# Counting the electrons that bind a solid

## 1. The count

A boron atom brings three valence electrons into its solid and a carbon atom brings four. If each electron earned the same bonding energy, carbon would be bound 4/3 times as strongly as boron. The calculation gives 8.302 and 6.676 eV per atom, a ratio of 1.24. That is about 2 eV per valence electron for both light elements, a yardstick for what follows and not a general rule.

Single free atoms in a box of 15 × 15.5 × 16 Å, computed with Ansatz 0.2.0 (plane-wave PAW, scalar-relativistic, collinear spin) and the PBEsol functional. The cutoff is 420 eV, with one k point, Gaussian smearing of 0.005 eV and symmetry switched off. Energies over the elements are extrapolated to zero smearing.

```tsv
species	starting moment	energy over elements (eV/atom)	spin moment (μB)	level gap (eV)
B	1 μB	6.676	1.00	0.426
C	2 μB	8.302	2.00	0.357
Co	3 μB	5.843	3.00	0.329
Cu	1 μB	4.076	1.00	0.925
Ru	4 μB	7.777	4.00	0.695
Si	2 μB	4.964	2.00	0.000
```

The energy over elements is the energy of the free atom less that of one atom in the element's ordinary solid. It is the price of taking the solid apart into single atoms, usually called the cohesive energy. One electronvolt per atom is roughly 96 kJ/mol. Copper costs about 4 eV and carbon about 8 eV, so the six elements span a factor of two.

Two questions settle most of the order. How many electrons can gain energy by bonding, and how well do their orbitals overlap with those of the neighbours? The table supplies the energies and the states of the free atoms. It doesn't show the orbitals of the solids, so what is said below about overlap rests on standard bonding theory.

## 2. Carbon and silicon: same count, different overlap

Carbon and silicon both have four valence electrons, and both free atoms have two of them unpaired. Yet carbon is bound more strongly by 3.3 eV per atom. Per valence electron, that is 2.1 eV in carbon against 1.2 eV in silicon. The count is equal, so the difference must come from what each electron earns.

A covalent bond gains energy because an electron can spread over two atoms, and this gain grows with the coupling between the orbitals, an energy that is loosely called overlap here. Carbon's 2p orbitals are compact, since no p shell lies beneath them, and the atoms can come close together. Silicon's 3p orbitals lie outside a filled 2p shell and reach further out. Its bonds are therefore longer and the coupling weaker.

Carbon can also bond in a second way. In graphite, its ordinary solid, three electrons per atom form bonds within the layer, and the fourth forms π bonds, in which p orbitals overlap side by side. Such sideways overlap needs short distances. Silicon instead forms four single bonds, each of them long. The π bonds aren't what sets carbon apart in energy, though. In diamond each atom has four single bonds, as in silicon, and diamond is bound almost as strongly as graphite.

## 3. Why the spin moment is a poor guide

The spin moment counts the unpaired electrons of the free atom, one per Bohr magneton ($\mu_\mathrm{B}$). It is tempting to read it as the number of bonds the atom can form. Carbon shows why this fails: its atom has two unpaired electrons, but all four valence electrons bond in the solid. The filled 2s level is opened up because the bonds repay the cost.

Boron and copper make the same point from another side. Both atoms have a moment of 1 $\mu_\mathrm{B}$, yet boron is bound more strongly by 2.6 eV. Boron's paired s electrons join in the bonding, whereas copper's ten d electrons already fill their shell.

The moments also need some care as results. Each one ended where it was started, and no other starting values are given for comparison. They describe the atoms that were computed, but they don't prove that these are the lowest spin states. The numbers of unpaired electrons do agree with the known ground states of all six atoms. Boron's moment is, in addition, only loosely converged, and no stability check was made for the boron and ruthenium atoms.

## 4. Copper and ruthenium: when d electrons bind

In a metal, the five d orbitals of each atom spread into a band that holds ten electrons. Its lower half is bonding and its upper half antibonding. The first electrons to enter it strengthen the solid and the last ones weaken it. A full band has gained nothing from its own width.

This can be made into a formula. Let the band have width $W$, be centred on the atomic d level, and have its ten states spread evenly in energy. With $n$ electrons it is filled from $-W/2$ up to

$$\varepsilon = W\left(\frac{n}{10}-\frac12\right).$$

Adding up the energies of the filled states gives the gain over the same $n$ electrons placed on the atomic d level:

$$E_\mathrm{d} = -\frac{10}{W}\int_{-W/2}^{\varepsilon} x\,dx = \frac{W}{20}\,n(10-n).$$

This is the Friedel model. It has two ingredients, a width that measures overlap and a product that counts filling.

For the count, set aside one s electron per atom. Copper then has ten d electrons and a product of zero, while ruthenium has seven and a product of 21. The model thus says that ruthenium has a large d contribution which copper lacks. In the table ruthenium lies 3.7 eV above copper.

Copper's own 4.1 eV is a reminder that the model is incomplete. The outer s electron binds too, and in a real metal it mixes with the d states, so that even a full d shell takes some part. The model leaves out both effects.

## 5. Cobalt: a test of the count

Cobalt has eight d electrons in this count and a product of 16. If filling were all that mattered, the d contributions of ruthenium and cobalt would stand in the ratio

$$\frac{7\times 3}{8\times 2}=\frac{21}{16}\approx 1.3 .$$

To compare this with the table, take copper as a crude zero that stands for the bonding by s electrons. Ruthenium's lead over copper is then 2.1 times cobalt's. The model puts the three metals in the right order but makes ruthenium's advantage too small. The calculation overbinds cobalt most of all, as the last section shows, and with rough measured values the factor would be about 3.6. The direction of the misfit is therefore safer than its size.

Much of the missing part is expected to sit in the width $W$. The 4d orbitals of ruthenium reach further beyond the atomic core than the 3d orbitals of cobalt, so they overlap better with their neighbours and give a wider band. This is the reverse of carbon and silicon, where the higher shell bonds less well. The 3d orbitals are so compact that the s electrons hold the atoms too far apart for good d overlap.

The table can't prove this division into filling and width. Ruthenium and cobalt differ in both at once, and the free atoms matter too. An atom with an open d shell gains energy from its parallel spins, and the solid gives up some or all of that gain. Such a cost shortens both leads over copper, and if it is of like size for the two metals, it raises the ratio between them. It need not be of like size. Solid ruthenium is not magnetic and gives up all of the gain, whereas solid cobalt is a ferromagnet and keeps a part. The product of 16 also assumes equal numbers of up and down electrons in the band, which a ferromagnet doesn't have. The factor left over should therefore not be read as a ratio of band widths.

Cobalt's free atom is itself irregular in this calculation. Its orbital populations are about 7.7 electrons in 3d and 1.3 in 4s, whereas the textbook atom has seven and two. At least one of its occupied levels is a mixture of s and d. The moment of 3 $\mu_\mathrm{B}$ doesn't reveal this, because seven d electrons with two s electrons and eight d electrons with one s electron both leave three spins unpaired. The real atom is close to the textbook one, so the mixture is a product of the approximate functional. Open d shells are hard for functionals of this kind, and part of cobalt's overbinding is expected to arise in the atom. The mixing itself is not the likely cause. If the functional prefers the mixed state, that state lowers the energy of the atom and so makes the solid cheaper to take apart.

## 6. What the level gap tells

The level gap is the distance between the highest filled and the lowest empty orbital of the free atom. It belongs to the atom and doesn't measure the strength of the solid. Nor is it the energy needed to excite or ionise the atom. The column also holds gaps of different kinds. In boron and carbon the gap lies among the levels of the majority spin, where the p shell is partly filled. In cobalt, copper and ruthenium it lies among the levels of the minority spin. In copper that spin has all five d orbitals filled and 4s empty.

Silicon's gap of zero looks odd beside carbon's 0.36 eV, since both have two p electrons of the same spin. In the carbon calculation two p orbitals are filled and the third is empty, which splits the shell. In silicon the two electrons are spread evenly over all three p orbitals, two thirds of an electron in each, so the orbitals keep equal energies and no gap opens. The smearing entropy shows this. It is zero for the other five atoms, and for silicon it is 0.0039 eV, the value that three levels filled to two thirds give at this smearing. The zero doesn't make the silicon atom a metal.

The two atoms are therefore not in quite the same kind of state. That is a difference between the two calculations, not between the elements. The computed states of boron, carbon and silicon may not be the lowest, and a lower atom would reduce the energy needed to take its solid apart. For silicon we expect a change of only a few hundredths of an electronvolt, far less than its overbinding, though the data hold no second run that tests this. A lower silicon atom would widen the difference of 3.3 eV from carbon, not close it.

## 7. How far to trust the energies

PBEsol, the functional used here, is known to bind solids too strongly relative to free atoms. The PAW datasets were made for a related functional, PBE, which adds an error that isn't tested here. Against rough recalled measured values, all six energies are too high, by about 0.4 eV for silicon and 1.4 eV for cobalt. Zero-point motion is missing from the calculation, but even for light atoms it accounts for only a tenth of an electronvolt or two.

This decides which parts of the order deserve an explanation. The calculation places cobalt 0.9 eV above silicon, while the rough measured values place it slightly below. That step belongs to the errors of the calculation and needs no chemical cause. The other steps in the order agree with the rough measured values.

The errors don't cancel fully in differences. Carbon's lead over silicon is 3.3 eV here and about 2.8 eV in the rough measured values.

The differences, electron counts and comparison with rough measured values are printed below.

Numerical output:

```
Energy of C over that of Cu (ratio): 2.037
B less Cu at equal moment of 1 μB (eV/atom): 2.6
C less Si at equal moment of 2 μB (eV/atom): 3.338
Energy per valence electron in B (eV): 2.225
Energy per valence electron in C (eV): 2.075
Energy per valence electron in Si (eV): 1.241
Energy of C over that of Si (ratio): 1.672
Ru less Cu (eV/atom): 3.701
Co less Cu (eV/atom): 1.767
Lead of Ru over Cu divided by lead of Co over Cu (ratio): 2.095
Band filling product n(10-n) for Ru with n of 7: 21
Band filling product n(10-n) for Co with n of 8: 16
Band filling product n(10-n) for Cu with n of 10: 0
Filling product of Ru over that of Co (ratio): 1.312
3d electrons in the free Co atom: 7.677
4s electrons in the free Co atom: 1.291
Smearing correction of the Si atom (eV): 0.001928
Computed energy against rough recalled measured values:
  row  computed_eV  rough_measured_eV  excess_eV  excess_percent
    B        6.676                5.8      0.876            15.1
    C        8.302                7.4      0.902           12.19
   Co        5.843                4.4      1.443            32.8
   Cu        4.076                3.5      0.576           16.46
   Ru        7.777                6.7      1.077           16.07
   Si        4.964                4.6      0.364           7.913
Co less Si as computed (eV/atom): 0.879
Co less Si from rough recalled measured values (eV/atom): -0.2
```
